**Q:** I have a calculation on a titanium monoxide in which a quarter of the sites of each rock-salt sublattice are empty. It lists "electrons outside these shells" at several volumes. Are these electrons sitting in the empty sites, and what happens to them when the crystal expands?

**A:** The column answers a narrower question than its name suggests. The calculation compares the occupied electron states with a fixed set of atomic orbitals on titanium and oxygen. Whatever part of the states can be built from those orbitals is booked to an atomic shell. The rest, summed over the six-atom cell, is what you see here.

Ansatz 0.2.0, scalar-relativistic r2SCAN with plane waves and PAW, collinear spin: cubic TiO (Pm-3m, six-atom cell) at fixed geometries. Cutoff 500 eV, 10×10×10 k mesh, Gaussian smearing of 0.1 eV. The shortest distance is Ti–O; the last column gives the electrons per cell left out of the Löwdin populations of the datasets' atomic shells.

| volume (Å³/atom) | shortest distance (Å) | electrons outside these shells (e) |
| --- | --- | --- |
| 10.473 | 1.988 | 0.280 |
| 10.808 | 2.009 | 0.290 |
| 11.142 | 2.029 | 0.300 |
| 11.312 | 2.040 | 0.310 |
| 11.476 | 2.049 | 0.310 |
| 11.810 | 2.069 | 0.320 |

The uncounted charge grows as the crystal expands, from 0.28 to 0.32 electrons per cell, with one value that repeats. Since the cell holds 54 electrons, the atomic orbitals miss only about half a percent of them at any of these volumes.

**Q:** But half a percent could still be real charge in the holes of the structure.

**A:** There may well be some electron density in the holes, but this column doesn't measure it. An electron found there can be counted in full if the tail of an atomic orbital reaches that far and has the right shape. Conversely, an electron close to an oxygen atom can go partly uncounted if its cloud is shaped differently from the orbital on offer. The remainder measures a mismatch of shape, wherever in the cell that mismatch lies.

A different way of dividing the charge cuts space into regions along the minima of the density, which gives Bader charges. It was applied at 11.142 Å³ per atom, where the regions of titanium and oxygen together fill the cell. No separate region is listed for an empty site. That doesn't make the site free of charge, because the space there is simply shared out among the atoms around it.

**Q:** Then why should a mismatch of shape grow when the atoms move apart?

**A:** Think of the charge between a titanium and an oxygen atom. In an oxide the oxygen carries extra electrons, and its cloud spreads further out than the orbital of the neutral atom. The oxygen orbitals alone describe that outer part poorly. When titanium is close, its orbitals reach into the same region and help to describe it.

Stretch the contact, here from 1.988 to 2.069 Å, and the neighbour's help fades while the orbitals themselves stay as they were. A little more charge can then escape the count. The same loss of help may affect titanium's own outer electrons. The direction of the column agrees with this argument but doesn't prove it. No run isolates the effect, for instance by repeating the count with more flexible orbitals.

The argument belongs to moderate stretching of a bonded crystal. If the atoms were pulled apart completely, each would return to its neutral form, which atomic orbitals describe well, and the remainder should shrink again. For a similar oxide near its equilibrium volume, the question to ask is therefore how much the neighbours' orbitals contribute to describing the charge between the atoms.

**Q:** If so little is lost, do the individual shells hardly change either?

**A:** They change much more than the total. Between 10.473 and 11.476 Å³ per atom, the titanium 3d count falls by 0.20 electrons per cell, while the two oxygen shells together gain about 0.11. The uncounted charge rises by only 0.03. It is the small difference left by larger shifts in opposite directions.

One part of these shifts is probably chemical. Titanium 3d and oxygen 2p orbitals mix in the Ti–O bond, so some of the charge in the mainly oxygen-like states is booked to titanium. A longer bond means weaker mixing, and that charge returns to the oxygen account. The oxygen 2p count itself rises by only 0.04 electrons per cell, however, so the counts don't show a simple transfer from titanium 3d to oxygen 2p.

Another part is bookkeeping. The titanium 3s shell is full in any chemical sense, yet its count rises by 0.05 electrons per cell over the same interval, more than the whole trend you asked about. The likely reason is that overlapping orbitals must be made independent of one another before charge is assigned to them, which blurs the labels, and less so at larger distance. This step moves charge between shells but leaves the total unchanged, because the total depends only on what all the orbitals can describe together.

**Q:** So I shouldn't read the shell counts as charges on the ions?

**A:** Not as unique ones. At 11.142 Å³ per atom the shell counts give each oxygen a charge of −0.71, while the division of space gives −1.34. Both describe the same electron density. Changes within one scheme can be informative, but the absolute charge depends on the scheme.

**Q:** Can I estimate the uncounted charge at a volume in between?

**A:** Yes, with a straight line, because any smooth quantity is nearly straight over a short enough range. Write $N_\mathrm{out}$ for the uncounted charge per cell and $V$ for the volume per atom. Near a reference volume $V_0$,

$$N_\mathrm{out}(V)\approx N_\mathrm{out}(V_0)+s\,(V-V_0),$$

where $s$ is the slope. A line fitted to five of the six rows gives a slope of about 0.03 electrons per cell for each Å³ per atom. The row at 11.312 was left out as a precaution, because its record names a dataset for the atomic cores and the other records name none. Its total energy and pressure fall in line with the other runs, however, so the dataset is most likely the same throughout.

The line runs through the five fitted rows almost perfectly, but that is an effect of rounding. Equal steps in volume happen to give equal printed steps of 0.01. Summing the shell counts again with more digits shows the steps shrinking, from 0.0117 at the start to 0.0087 between 11.142 and 11.476. The true curve bends slightly, and the line is a local summary of it.

**Q:** The value at 11.312 is the one that bothers me. It equals the next one, as if the trend had paused.

**A:** We can estimate it from its two neighbours, using the sums with more digits. These are 0.3009 at 11.142 and 0.3096 at 11.476, so

$$N_\mathrm{out}(11.312)\approx 0.3009+0.0087\times\frac{11.312-11.142}{11.476-11.142}\approx 0.305.$$

The unrounded estimate lies just above 0.305 and is therefore printed as 0.31, and so is 0.3096 at the next volume. A steady rise can thus produce the repeated value without any pause. The estimate sits close to the edge of rounding, but the run at 11.312 has its own shell counts to check it against. They leave about 0.3055 electrons uncounted, which agrees with the estimate to within the rounding of the counts. The pause is only in the printed digits.

**Q:** The uncounted charge also looks nearly proportional to the volume. Doesn't that suggest a thin, even cloud of electrons filling the crystal?

**A:** It is a tempting picture, and a line through the origin, fitted to the same five rows, follows the table to within about 0.005 electrons. But the density of such a cloud would have to stay constant while all the other electrons are diluted by the expansion, and there is no obvious physical reason for that. Near-proportionality over so short a range is easily produced by a mismatch that grows smoothly. The agreement should not be turned into a density of free electrons, and still less into a conductivity.

**Q:** Does anything else change with volume that could drive the trend?

**A:** Magnetism does. In every row the calculation finds a ferromagnetic metal, and its moment grows from 0.97 to 1.50 Bohr magnetons per cell. As the crystal expands, electrons move from the minority spin to the majority spin. About three quarters of the rise in uncounted charge between 10.473 and 11.476 appears in the majority spin, which is the one that gains electrons.

That uneven split doesn't show that magnetism drives the total, though. An electron that changes its spin takes its uncounted part along, so one spin gains roughly what the other loses. Such a transfer raises the total by itself only if the newly filled majority states are harder to describe than the minority states that were emptied, and the split can't tell us that. Runs at a fixed moment could, but there are none here.

The split does hold a hint about where the mismatch lies. At both 10.473 and 11.476 the majority spin has more uncounted charge than the minority spin, and the excess is about 3% of the moment. For all electrons together the uncounted part is only half a percent. The unpaired electrons, which are mostly titanium 3d, thus seem to be covered worse than average, and the oxygen cloud is probably not the only source of the remainder.

**Q:** How far would you trust the magnetic state itself?

**A:** With some caution. The search for lower states was light, the stability of the solutions found was not checked, and there is no antiferromagnetic or nonmagnetic solution to compare with. The state found may therefore not be the lowest one at any of these volumes. The r2SCAN functional is also known to exaggerate magnetism in metals whose moments come from mobile electrons, and real bulk titanium monoxide is known as a weak paramagnet, not a ferromagnet. The structure calls for care too: this cubic cell is of the NbO type and isn't the known monoclinic phase in which titanium monoxide orders its vacancies. The growth of the uncounted charge is a result for this ferromagnetic solution, and its split between the spins is the part most exposed to that doubt.

The analysis printed below gives the changes shell by shell and spin by spin.

Numerical output:

```
Uncounted charge and magnetism per cell:
     row  uncounted_e  percent_of_electrons  moment_muB
  10.473         0.28                0.5185      0.9731
  10.808         0.29                 0.537       1.131
  11.142          0.3                0.5556       1.279
  11.312         0.31                0.5741       1.349
  11.476         0.31                0.5741       1.407
   11.81         0.32                0.5926       1.504
fit of y on 5 rows ((vol < 11.2) | (vol > 11.4)): constant -0.03339 +/- 0.00012, coefficient of vol 0.02992 +/- 1e-05; rms 8.46e-06, worst 10.808 1.2e-05, leave-one-out rms 1.71e-05
  rows outside the fit (model, value, miss): 11.312 0.3051, 0.31, -0.00491
fit of y on 5 rows ((vol < 11.2) | (vol > 11.4)): coefficient of vol 0.02693 +/- 6.3e-05; rms 0.00142, worst 10.473 0.00205, leave-one-out rms 0.00177
  rows outside the fit (model, value, miss): 11.312 0.3046, 0.31, -0.00536
Uncounted charge summed again at 10.473 (e per cell): 0.2796
Uncounted charge summed again at 10.808 (e per cell): 0.2913
Uncounted charge summed again at 11.142 (e per cell): 0.3009
Uncounted charge summed again at 11.476 (e per cell): 0.3096
Uncounted charge interpolated to 11.312 between its neighbours (e per cell): 0.3053
Net rise from 10.473 to 11.476 (e per cell): 0.03
Change of Ti 3d count, same interval (e per cell): -0.1989
Change of Ti 3s count, same interval (e per cell): 0.0483
Change of Ti 3p count, same interval (e per cell): 0.0066
Change of Ti 4s count, same interval (e per cell): 0.006
Change of O 2s count, same interval (e per cell): 0.0696
Change of O 2p count, same interval (e per cell): 0.0384
Rise of uncounted majority-spin charge, same interval (e per cell): 0.02308
Rise of uncounted minority-spin charge, same interval (e per cell): 0.006918
Loewdin charge of one O at 11.142 (e): -0.7108
Bader charge of one O at 11.142 (e): -1.337
Sum of Bader volumes over cell volume at 11.142: 0.9998
```
